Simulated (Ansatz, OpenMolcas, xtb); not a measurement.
CH6AlFSi (SMILES C[SiH2][AlH][F]): methods side by side

The species is CH6AlFSi (10 atoms), meant as a singlet with charge 0. SMILES: `C[SiH2][AlH][F]`. The shape is that of a PBE0-D4/def2-TZVP optimisation. This is one conformer, not always the lowest.

Each level gives the vertical energy of the triplet above the singlet (eV). The values are calculated.

```
                                 level                    kind     program  value (eV)  less CCSD(T)/6-31G*  CPU time (all runs)
                              GFN0-xTB          semi-empirical         xtb        3.21                -1.07            under 2 s
       HF/6-31G* (spherical functions)            Hartree–Fock      Ansatz        4.15                -0.13                6.9 s
    SVWN5/6-31G* (spherical functions)                     LDA  OpenMolcas        3.87                -0.41                 59 s
      PBE/6-31G* (spherical functions)                     GGA      Ansatz        3.82                -0.46                 20 s
     TPSS/6-31G* (spherical functions)                meta-GGA  OpenMolcas        3.94                -0.34              1.9 min
    B3LYP/6-31G* (spherical functions)           global hybrid      Ansatz        4.14                -0.14                 24 s
CAM-B3LYP/6-31G* (spherical functions)  range-separated hybrid      Ansatz        4.29                +0.01                 30 s
  RPA@PBE/6-31G* (spherical functions)                     RPA      Ansatz        4.12                -0.16                 33 s
  CCSD(T)/6-31G* (spherical functions)   coupled cluster or CI      Ansatz        4.28                 0.00                 54 s
     CCSD/6-31G* (spherical functions)   coupled cluster or CI      Ansatz        4.30                +0.02                 43 s
```

Differences are taken from CCSD(T)/6-31G* (spherical functions) for orientation; it has basis-set and higher-order errors of its own. The values span 3.21 to 4.30 eV. GFN0-xTB: no spin polarisation, so open shells miss the exchange term that lowers them. Times are those of the runs behind each value, whatever else they computed, on shared processors of several kinds: orders of magnitude only.

Every level places the triplet well above the singlet at this geometry, and the small change from CCSD to CCSD(T) suggests that a single reference describes the gap well. The excitation probably moves an electron from the Si–Al σ bond, the most weakly held electron pair, into the largely empty 3p orbital on three-coordinate aluminium. Fluorine lone-pair donation into that orbital is limited by fluorine's high electronegativity, so it remains a plausible acceptor.

The three semilocal functionals lie close together and below both hybrids, but the gap doesn't simply grow with exact exchange: Hartree–Fock falls below CAM-B3LYP, probably because it omits the correlation of the electron pair that is broken in the triplet. GFN0-xTB gives the lowest gap even though its missing exchange stabilisation should raise the triplet, so that omission can't explain the underestimate. Since the excitation would weaken the Si–Al bond, the relaxed triplet could lie considerably lower, and the vertical gap is no measure of its photochemical persistence.
